## How a noisy search for the N$_2$ bond length responds to change

A quantum Monte Carlo run gives the energy at a fixed bond length with statistical noise. How does the uncertainty of the fitted bond length respond when one ingredient changes?

### The result

Let $x$ be the displacement from the minimum of the method's own curve, $E(x)=\tfrac12kx^2+cx^3$. Energies $E_0,E_\pm$ at $x=0,\pm h$ carry independent Gaussian noise of standard deviation $\sigma$. The parabola through them has its vertex at

$$\hat x=-\frac{b}{\kappa},\qquad b=\frac{E_+-E_-}{2h},\qquad \kappa=\frac{E_+-2E_0+E_-}{h^2}.$$

**Predict.** Which of $b$ and $\kappa$ feels the cubic term?

Only $b$, because $x^3$ is odd: $\langle b\rangle=ch^2$ and $\langle\kappa\rangle=k$. The noise in $b$ is $\sigma/(\sqrt2h)$. Setting $\kappa=k$ gives a bias $-ch^2/k$, a random error $\sigma/(\sqrt2kh)$ and a mean-square error

$$\varepsilon^2=\frac{c^2h^4}{k^2}+\frac{\sigma^2}{2k^2h^2}.$$

The condition $d\varepsilon^2/dh=0$ reads $4c^2h^3=\sigma^2/h^3$, so

$$h_*=\left(\frac{\sigma}{2|c|}\right)^{1/3},\qquad \varepsilon_*=\sqrt3\,B=\frac{\sqrt3\,|c|^{1/3}}{k}\left(\frac{\sigma}{2}\right)^{2/3},$$

with $B=|c|h_*^2/k$. At the optimum the variance is $2B^2$.

### Reference model

Take a Morse curve $D(1-e^{-ax})^2$, for which $k=2Da^2$ and $c=-Da^3$. With the approximate N$_2$ inputs $k=143$ eV Å$^{-2}$ and $D=9.9$ eV, $a=2.69$ Å$^{-1}$ and $c=-192$ eV Å$^{-3}$. Assume $\sigma=5$ meV. Intermediate values are carried unrounded.

**Predict** the sign of the bias. The curve is softer on the stretched side, so $E_+<E_-$ and the fitted bond is too long.

The model gives $h_*=0.024$ Å, bias $+0.74\times10^{-3}$ Å, random error $1.1\times10^{-3}$ Å and $\varepsilon_*=1.3\times10^{-3}$ Å.

Two neglected terms need a size. The quartic Morse term raises $\kappa$ by the fraction $\tfrac7{12}a^2h_*^2$, or 0.2 %. The relative noise of the curvature is $\eta=\sqrt6\,\sigma/(kh^2)=0.15$. It is independent of the noise in $b$, and expanding $1/\kappa^2$ multiplies $\varepsilon^2$ by $1+3\eta^2$, which raises $\varepsilon$ by 3.5 %. This expansion is only asymptotic, since $\kappa$ can pass through zero. Two figures are therefore the limit.

### Change 1: eight times the sampling

**Predict.** Since $\sigma\propto T^{-1/2}$ in sampling time $T$, does $\varepsilon$ fall by $\sqrt8$?

It falls by less, because sampling does not remove the bias. Reducing the bias needs a smaller $h$, which amplifies the noise. With $h_*\propto T^{-1/6}$ and $\varepsilon_*\propto T^{-1/3}$ the factors are 0.71 and exactly $\tfrac12$: $h_*=0.017$ Å and $\varepsilon_*=0.64\times10^{-3}$ Å. Keeping the old spacing gives $\varepsilon^2=B^2(1+2/8)$, or $0.83\times10^{-3}$ Å, and no amount of sampling would then get below $B$.

### Change 2: spacing off by a factor of two

**Predict.** Is too wide or too narrow worse?

The bias grows as $h^2$ and the noise only as $1/h$, so too wide looks worse. With $h=sh_*$,

$$\varepsilon^2=B^2\left(s^4+\frac{2}{s^2}\right).$$

For $s=2$, $\varepsilon$ rises by a factor 2.3 to $3.0\times10^{-3}$ Å. For $s=\tfrac12$ the formula gives a factor 1.6, or $2.1\times10^{-3}$ Å.

**Stop.** Check $\eta$ before trusting that ranking. It scales as $s^{-2}$ and equals 0.62 at $s=\tfrac12$. The fitted curvature is then negative with probability $\tfrac12\,\mathrm{erfc}[1/(\sqrt2\eta)]$, about 5 %, and values of $\kappa$ near zero throw the vertex far away. The linearised number for the narrow grid is not reliable, and only the one for the wide grid can be used.

### Change 3: $^{14}$N replaced by $^{15}$N

**Predict.** The vibrational frequency drops. Does $h_*$ move?

It does not. The fixed-nucleus electronic Hamiltonian contains no nuclear mass, so $k$, $c$ and $\sigma$ are unchanged, and with them $h_*$ and $\varepsilon_*$.

### Change 4: N$_2$ replaced by O$_2$ at the same $\sigma$

**Predict.** The weaker bond has smaller $|c|$, which helps, and smaller $k$, which hurts. Which wins?

$k$ enters to the first power and $|c|$ only as a cube root, so $k$ should win. For a Morse curve $h_*\propto D^{-1/3}a^{-1}$ and $\varepsilon_*\propto D^{-2/3}a^{-1}$. Approximate O$_2$ inputs are $k=73.5$ eV Å$^{-2}$ and $D=5.2$ eV. If $a$ is similar, the depth ratio 1.9 raises $h_*$ by about 1.2 and $\varepsilon_*$ by about 1.5. The calculation gives $a=2.66$ Å$^{-1}$, $c=-98$ eV Å$^{-3}$, $h_*=0.029$ Å and $\varepsilon_*=2.0\times10^{-3}$ Å, with $\eta=0.19$.

### Change 5: grid centred off the minimum

Move the three points to $\delta$ and $\delta\pm h$, so that $\hat x=\delta-b/\kappa$.

**Predict.** Does the bias grow?

Now $\langle b\rangle=k\delta+3c\delta^2+ch^2$ and $\langle\kappa\rangle=k+6c\delta$, so without noise

$$\hat x=\frac{c\,(3\delta^2-h^2)}{k+6c\delta}.$$

For small $|c\delta|/k$ a modest shift of either sign makes the bias shrink, and it vanishes at $|\delta|=h/\sqrt3$.

**Predict.** Is shifting the grid then a gain?

The step $b/\kappa\approx\delta$ is now finite, so curvature noise adds $\delta^2\eta^2$ to the variance, which is multiplied by $1+12u^2$ with $u=\delta/h$. At $h=h_*$, to leading order in $c\delta/k$,

$$\varepsilon^2=B^2\left[(1-3u^2)^2+2(1+12u^2)\right]=B^2\left(3+18u^2+9u^4\right).$$

This rises with $|u|$, so the shift never pays. For $|u|=\tfrac12$, or $|\delta|=0.012$ Å, the bias falls to $B/4=0.19\times10^{-3}$ Å while $\varepsilon$ rises by a factor 1.6 to $2.1\times10^{-3}$ Å.

The corrections are larger here. The local curvature differs from $k$ by the fraction $6c\delta/k$, which is 9 % in magnitude, softer for $\delta>0$. Write the noisy curvature as $\langle\kappa\rangle(1+y)$ with $\langle y^2\rangle=\eta^2$. Then $\langle1/(1+y)\rangle\approx1+\eta^2$ moves the mean of $\hat x$ by $-\delta\eta^2$, of magnitude $0.28\times10^{-3}$ Å, more than the remaining bias. Also $\langle[1/(1+y)-1]^2\rangle\approx\eta^2(1+9\eta^2)$ multiplies the dominant term of $\varepsilon^2$ by 1.22. The model therefore supports about $2\times10^{-3}$ Å for the shifted grid, against $1.3\times10^{-3}$ Å for the centred one.